## Choosing a level of theory for the +6 ions of gallium to krypton

The natural guess for six ions of equal charge is an ionisation energy (IE) that climbs smoothly with the nuclear charge $Z$, a relativistic correction that always binds the electron more tightly, and an error that shrinks with each refinement. Each part of this guess fails somewhere in the table.

Ionisation energies (IE) of Ga⁶⁺ to Kr⁶⁺ by ΔSCF with B-spline radial code 1 at the basis-set limit: non-relativistic Hartree–Fock with a point nucleus and Dirac–Coulomb Hartree–Fock with a Fermi nucleus, both averaged over the configuration. The IE columns exclude the Breit, QED and non-relativistic recoil parts. NIST values run between ground levels.

```csv
species,Z,electrons,configuration,ion's configuration,"IE, non-rel. (eV)","IE, Dirac (eV)",IE(Dirac) − IE(non-rel.) (eV),Breit part of IE (eV),QED part of IE (eV),recoil part of IE (eV),NIST table (eV),kind of table value,stated uncertainty (eV)
Ga6+,31,25,[Ar] 3d7,[Ar] 3d6,142.874,142.131,-0.7432,-0.00155,0.00723,0,140.8,theory,1.4
Ge6+,32,26,[Ar] 3d8,[Ar] 3d7,146.781,145.978,-0.8032,-0.00472,0.00761,0,144.9,theory,1.5
As6+,33,27,[Ar] 3d9,[Ar] 3d8,150.653,149.787,-0.8663,-0.00822,0.00801,0,147,theory,2
Se6+,34,28,[Ar] 3d10,[Ar] 3d9,154.491,153.559,-0.9326,-0.0121,0.00843,0,155.327,measured,0.012
Br6+,35,29,[Ar] 3d10 4s1,[Ar] 3d10,100.279,101.777,1.498,-0.0307,-0.0273,0,103.03,semi-empirical,0.19
Kr6+,36,30,[Ar] 3d10 4s2,[Ar] 3d10 4s1,105.380,107.016,1.636,-0.0337,-0.0291,0,109.13,theory,0.05
```

### Two series

Stripped of six electrons, none of these 4p elements has a 4p electron left. Ga⁶⁺ to Se⁶⁺ lose a 3d electron, and their Dirac IE rises by about 3.8 eV per element. Br⁶⁺ and Kr⁶⁺ lose a 4s electron, and the IE falls by 51.8 eV from Se to Br (NIST: 52.3 eV). In the non-relativistic Br⁶⁺ calculation the mean radius is 0.57 bohr for 3d and 1.47 bohr for 4s. The 3d electron sits among the other $n=3$ electrons and the 4s electron outside them, and this explains much of the difference between the series.

### One calculation or two

The cheapest estimate is the orbital energy, IE $\approx-\varepsilon$, which freezes the remaining electrons. The table uses ΔSCF, the difference of two self-consistent energies, so the ion relaxes. In the non-relativistic calculations $-\varepsilon$ exceeds the ΔSCF value by 3.0 to 3.9 eV for 3d but by only 0.10 and 0.20 eV for 4s. A 3d hole unscreens the shell that shares its space, while an outer 4s electron hardly screens the core. The second calculation doubles the work. It changes little for 4s and is needed for 3d if the later corrections are to be added to a clean Hartree–Fock value. It does not by itself bring Se⁶⁺ closer to experiment: the Dirac $-\varepsilon$ of $3d_{5/2}$ lies 1.78 eV above NIST and ΔSCF 1.77 eV below, because the relaxation missing from $-\varepsilon$ and the correlation missing from both have opposite signs.

### Dirac or not

The column IE(Dirac) − IE(non-rel.) is positive for 4s, 1.5 and 1.6 eV, and negative for 3d, −0.74 to −0.93 eV. An s electron dives to the nucleus, moves fast there and is stabilised directly. The scale for such an orbital is $\mathrm{IE}\,(Z\alpha)^2/\nu$, with $\alpha$ the fine-structure constant and $\nu=7\sqrt{\mathrm{Ry}/\mathrm{IE}}$ the effective quantum number in the field of the +7 ion. With the non-relativistic IE this gives 2.54 eV for Br and 2.89 eV for Kr, and the computed shifts are 0.59 and 0.57 of these. The scale gives the order of magnitude and a rise with $Z$, but it overstates the growth and leaves the prefactor open, and two rows are a weak test.

A d electron stays away from the nucleus. The standard explanation of its negative shift is indirect: the s and p shells contract and screen the nucleus better, and this outweighs the direct stabilisation that a d electron also feels. The calculations show the overall contraction, about 0.5 % in the summed $\langle r^2\rangle$ of the 3d ions, but do not split the shift into parts. A least-squares line of $\ln|\text{shift}|$ against $\ln Z$ over the four 3d rows has slope 2.46. Since $Z$ spans only 31 to 34 and the electron number changes too, this serves for interpolation only.

Up to 3d, Dirac has nine subshells of two components, 18 radial functions against 6, a modest price for an atom. It moves five of the six averages towards NIST, though for Ga and Ge this reverses once the levels are resolved (below), within the wide uncertainty of those entries. Se⁶⁺, the only measured row, is the exception: the error against NIST grows from −0.84 to −1.77 eV. The sections below argue that this is a cancellation, in which the missing relativistic lowering offsets part of a missing correlation raising.

### Averages and levels

NIST values run between ground levels, whereas the calculation averages over each $3d^n$ configuration. The Hund term, with the most parallel spins, lies below the average by $(aF^2+bF^4)/441$, where $F^2$ and $F^4$ are the 3d Slater integrals of electron repulsion. Summing Coulomb and exchange angular factors over the pairs of the determinant of highest spin and orbital projection, and subtracting the average pair energy, gives $(a,b)=(105, 105)$ for $d^6$, $(93,30)$ for $d^7$, $(58,-5)$ for $d^8$, and zero for $d^9$ and $d^{10}$, which have one term.

For Ge⁶⁺, $d^8\to d^7$, the calculation gives $F^2=18.35$ and $F^4=11.57$ eV. The ion is lowered more than the species:

$$\Delta\mathrm{IE}=-\frac{(93-58)F^2+(30+5)F^4}{441}=-\frac{35\times29.92}{441}\ \mathrm{eV}=-2.37\ \mathrm{eV}.$$

Spin–orbit coupling lowers the ground level of a more than half-filled shell by $\zeta L/2$ in first order, with $L$ the orbital momentum of the term and $\zeta$ two fifths of the $3d_{3/2}$–$3d_{5/2}$ orbital splitting. Both ends have $L=3$ for Ge, so the shift cancels. Adding the Breit and QED parts,

$$145.978-2.37+0.003=143.61\ \mathrm{eV},$$

which is 1.29 eV below the NIST 144.9 ± 1.5 eV, where the average lay 1.08 eV above. Nothing here is fitted to NIST.

For As and Ga the integrals were taken linear in $Z$ through the Ge and Se values ($\zeta$ geometrically), an extrapolation for Ga. The term shift is about −2.4 eV in both, roughly three times the relativistic shift. Se has no term shift, but its $d^9$ ion gains $\zeta=0.39$ eV. The As→Se step then rises from 3.8 to 5.9 eV, against 8.3 eV in NIST, where As is uncertain by 2 eV. The smooth 3d climb is therefore partly an artefact of averaging.

These shifts are good to some tenths of an eV. The same integrals were used at both ends, and a rough 4 % increase for the ion lowers the IE by a further 0.1 to 0.3 eV. Hartree–Fock integrals are also known to exceed those that fit spectra, which works the other way. The NIST entries for Ga, Ge and As are theory with uncertainties of 1.4 to 2 eV. The corrected values fall inside them (As slightly high, the others low), but so do the uncorrected Dirac values of Ga and Ge, so these rows test neither this model nor relativity sharply.

The rule carries over. Since $d^n$ and $d^{10-n}$ share their coefficients, an average overestimates the IE when ionisation moves towards $d^5$ and underestimates it when it moves away (for $d^{10}\to d^9$ and $d^1\to d^0$, with one term at each end, only by the smaller spin–orbit shift). The Ga⁷⁺ calculation, $d^6\to d^5$, lies 3.3 eV above its tabulated value (theory, ±1.7 eV). The term correction costs almost nothing once the integrals exist.

### What remains

After all these steps Se, Br and Kr lie 2.16, 1.31 and 2.18 eV below NIST, far beyond the stated uncertainties. Br and Kr have a single level at both ends, so averaging is not the cause. Breit plus QED is at most 0.063 eV. QED opposes the relativistic shift in every row at 0.9 to 1.8 % of it, and a 30 % error in the self-energy would matter at the 0.01 eV level. The recoil printed as 0 is about −0.0006 eV for Br and Kr. All are first-order values that need no new self-consistent field.

The expected cause is electron correlation, which neither level contains. The species has more electron pairs than its ion and usually more correlation energy, so Hartree–Fock tends to give too low an IE. As fits least well: it ends 0.27 eV above its entry, and a raising as large as the Se gap would put it about 2.4 eV above, just outside the 2 eV uncertainty. The table shows the size and sign of the gap; the assignment is argued by elimination.

Sodium and magnesium are the simpler model for the 4s rows. In sodium one outer electron polarises a closed core, and magnesium adds an $s^2$ pair that mixes with the nearby $p^2$ configuration. The numbers fit this pattern: Kr⁶⁺ ($4s^2$) misses by 0.87 eV more than Br⁶⁺ ($4s^1$), and by 1.0 eV more than Kr⁷⁺ ($4s^1$, 1.17 eV below the measured value). The analogy gives the pattern and not the sizes, because the core here carries ten d electrons and a much higher charge, and reading the extra eV as the pair energy ignores changes in the core polarisation. Correlation is the costly step: the work grows as a high power of the number of orbitals, and d pairs need f and higher functions.

### Level against purpose

For 2 % relative to NIST, Dirac ΔSCF suffices in all six rows (worst 1.9 %, As and Kr). The non-relativistic level misses this for As, Br and Kr, with errors of up to 3.4 %, though the As miss comes mostly from averaging and its reference is uncertain by 1.4 %. For 1 eV, no level in the table is reliable: relativity (0.7 to 1.6 eV), level resolution (0.4 eV for Se, about 2.4 eV for Ga to As) and the correlation gap (1.3 to 2.2 eV where the reference is sharp) are of like size. For 3d the first two lower the IE and correlation raises it, so they partly cancel; for 4s relativity and correlation both raise it and add. For 0.1 eV, Breit and QED begin to count for 4s, while for 3d their sum stays below 0.006 eV. The working rule is to relax the ion, use Dirac, resolve the levels of any open d shell at either end, and add Breit and QED only after correlation has been converged to a tenth of an eV.
